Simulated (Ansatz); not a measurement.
# Bi2Pd: Boltzmann equation against the high-temperature formula — Ansatz, plane waves and PAW

Space group I4/mmm (No. 139), 3 atoms in the cell of the first input below: a = 6.826 Å, b = 6.826 Å, c = 6.826 Å, α = 151.50°, β = 151.50°, γ = 40.74°.

The structure is a measured one, not always of the ambient phase, relaxed without spin–orbit coupling to zero pressure (pressure 0.0 GPa with this functional, without spin–orbit coupling). Functional: PBEsol.

Input:

```yaml
crystal:
  lattice:
    - [-1.680172604, 1.680172604, 6.3995336774]
    - [1.680172604, -1.680172604, 6.3995336774]
    - [1.680172604, 1.680172604, -6.3995336774]
  atoms:
    - { symbol: Bi, position: [0.3630715307, 0.3630715307, 0.0] }
    - { symbol: Bi, position: [0.6369284693, 0.6369284693, 0.0] }
    - { symbol: Pd, position: [0.0, 0.0, 0.0] }
basis:
  ecutwfc: 420
  ecutrho_ratio: 4
kpoints:
  mp_grid: { grid: [14, 14, 14] }
hamiltonian:
  xc: pbesol
scf:
  occupations: { method: methfessel_paxton, width: 0.2 }
output: {}
phonons:
  supercell: [2, 2, 2]
  qpath:
    path:
      - [[0.0, 0.0, 0.0], [0.0, 0.0, 0.5], [0.25, 0.25, 0.25], [0.0, 0.5, 0.0], [0.0, 0.0, 0.0], [0.5, 0.5, -0.5], [0.26723261, 0.73276739, -0.26723261]]
      - [[-0.26723261, 0.26723261, 0.26723261], [0.0, 0.0, 0.0]]
      - [[0.0, 0.0, 0.5], [-0.03446523, 0.03446523, 0.5]]
      - [[0.5, 0.5, -0.03446523], [0.5, 0.5, -0.5]]
    npoints: 6
  electrical_resistivity: { mesh: [28, 28, 28], temperatures: [50, 100, 200, 300, 500] }
  superconductivity: { mesh: [28, 28, 28], eliashberg_equations: false }
```

```bash
ansatz run input.yaml --threads 8 --pin off --max-ram 15360MiB --backend cpu --events-out ev --progress --plain --runs-dir out
```

Time: 29 min on 8 threads of Arm Neoverse N1, with other jobs on the host, peak memory 13 GiB.

λ_tr,xx from the finest mesh down: 0.801, 0.798, 0.720. The next coarser mesh moves the resistivity at 300 K by 2 % along the axis that moves most.

The run gives λ_tr,xx = 0.801 and a Drude plasma energy ħω_p,xx = 6.85 eV.

Problem. Estimate the resistivity along x at 300 K from the high-temperature formula.

Solution. ħ/τ = 2π λ_tr k_B T = 0.1301 eV and ρ = 1/(ε0 ω_p² τ) = 20.61 μΩ cm. The Boltzmann solution gives 19.62 μΩ cm, so the estimate is 5 % high.

```csv
T (K),ρ_xx (μΩ cm),ρ_zz (μΩ cm),"formula, xx","R_H, field along x (10⁻¹¹ m³/C)","R_H, field along z (10⁻¹¹ m³/C)"
50,2.51,3.12,3.44,-0.86*,-16.3
100,6.15,7.66,6.87,-0.42*,-14.4
200,12.96,16.14,13.74,-0.27*,-13.8
300,19.62,24.45,20.61,-0.22*,-13.8
500,32.83,40.98,34.36,-0.2*,-14
```

A star marks Hall coefficients that aren't converged: the next coarser mesh moves them by over a fifth (field along x at 300 K: -0.22 against -0.51). R_H depends on the direction of the field. At 300 K the next coarser mesh moves R_H by up to 130 %.

At 50 K the solution is 0.73 times the linear formula, and at 500 K 0.96 times. The formula is meant for temperatures above the phonon energies and for bands that vary little within k_B T.

Caveats: melting below the highest temperature wasn't checked; no spin-orbit coupling, which matters for these elements; small supercell, couplings not converged in it.

The resistivity is already close to linear in temperature by 200 K, as expected for a lattice of heavy atoms with soft phonons. At 50 K the linear formula overshoots because it treats every mode as classically populated, whereas the stiffer ones are largely frozen out. That cannot easily explain the remaining gap, which hardly closes between 200 and 500 K. This suggests a contribution from scattering that varies over the Fermi surface, which a single λ_tr averages away, or from the variation of the bands within k_B T.

Transport is harder along z at every temperature, but only moderately, so the layered structure still behaves as a three-dimensional metal. The nearly constant ratio of ρ_zz to ρ_xx points to anisotropic Fermi velocities rather than to particular phonons. The negative Hall coefficient for field along z indicates a predominantly electron-like response, though with several sheets probably contributing it is no direct carrier count. Measured resistivities would also contain impurity scattering, which matters most at 50 K.
